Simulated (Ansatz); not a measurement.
BaTiO3: the change of pressure and energy above lowest point with volume scale

Results calculated with Ansatz 0.2.0, not measured. Free energy against uniform scaling of the volume at fixed shape and fractions; periodic cell, basis, potentials, k mesh and filling as listed.

The cell before it is scaled or strained (space group P4/mmm, No. 123):
```
CELL_PARAMETERS angstrom
4.12610 0.00000 0.00000
0.00000 4.12610 0.00000
0.00000 0.00000 5.05230
ATOMIC_POSITIONS crystal
Ba 0.00000 0.00000 0.00000
Ti 0.50000 0.50000 0.50000
O 0.00000 0.50000 0.50000
O 0.50000 0.00000 0.50000
O 0.00000 0.00000 0.50000
```

Settings of every row: functional LDA; dispersion none; potentials PAW; wave cutoff 470 eV; density cutoff 1880 eV; k mesh 6x6x4; k shift 0x0x0; occupations fermi dirac; smearing width 0.05 eV; spin none.

Limits: coarse k mesh, up to 40 meV an atom off; minimum outside the range; no spin-orbit coupling, which can matter with elements this heavy; the cell comes from a prototype or a list of computed structures and needn't be the stable phase.

```csv
row,volume scale,V (Å³/atom),pressure (GPa),energy above lowest point (meV/atom)
1,0.9406,16.181,-4.04,0
2,0.9703,16.692,?,?
3,1,17.203,-9.39,43.8
4,1.0297,17.714,-11.43,77.1
5,1.0594,18.225,-13.13,116.4
```

Question: what pressure and energy above lowest point should row 2 give?

Worked fit of pressure. Take u = (V_r/V)^(2/3) − 1 with V_r = 17.459 Å³ an atom, which is twice the finite (Eulerian) strain; such expansions in the strain, on which the Birch-Murnaghan equation of state is built, carry the rest volume and the bulk modulus. The shown rows have u = 0.05198, 0.0099, -0.00962, -0.02822. Least squares give pressure = −10.46 + 104.75 × u + 360.6 × u² GPa; a straight line predicts inner rows, each left out in turn, worse (root mean square 0.35 against 0.008 GPa). All shown rows lie on it to the printed digit. The withheld row has u = 0.0304, so the fit gives −10.46 + 104.75 × (0.0304) + 360.6 × (0.0304)² = -6.94 GPa.

The calculation gave -6.95 GPa. The fit lies 0.01 GPa (0.11 % of the column's range) above it, one unit of the last digit.

Worked fit of energy above lowest point. Take u = (V_r/V)^(2/3) − 1 with V_r = 17.459 Å³ an atom, which is twice the finite (Eulerian) strain; such expansions in the strain, on which the Birch-Murnaghan equation of state is built, carry the rest volume and the bulk modulus. The shown rows have u = 0.05198, 0.0099, -0.00962, -0.02822. Least squares give energy above lowest point = 59.66 − 1707.2 × u + 10762 × u² meV/atom; a straight line predicts inner rows, each left out in turn, worse (root mean square 11 against 0.041 meV/atom). All shown rows lie on it to the printed digit. The withheld row has u = 0.0304, so the fit gives 59.66 − 1707.2 × (0.0304) + 10762 × (0.0304)² = 17.7 meV/atom.

The calculation gave 17.7 meV/atom. The fit meets it to the printed digit.
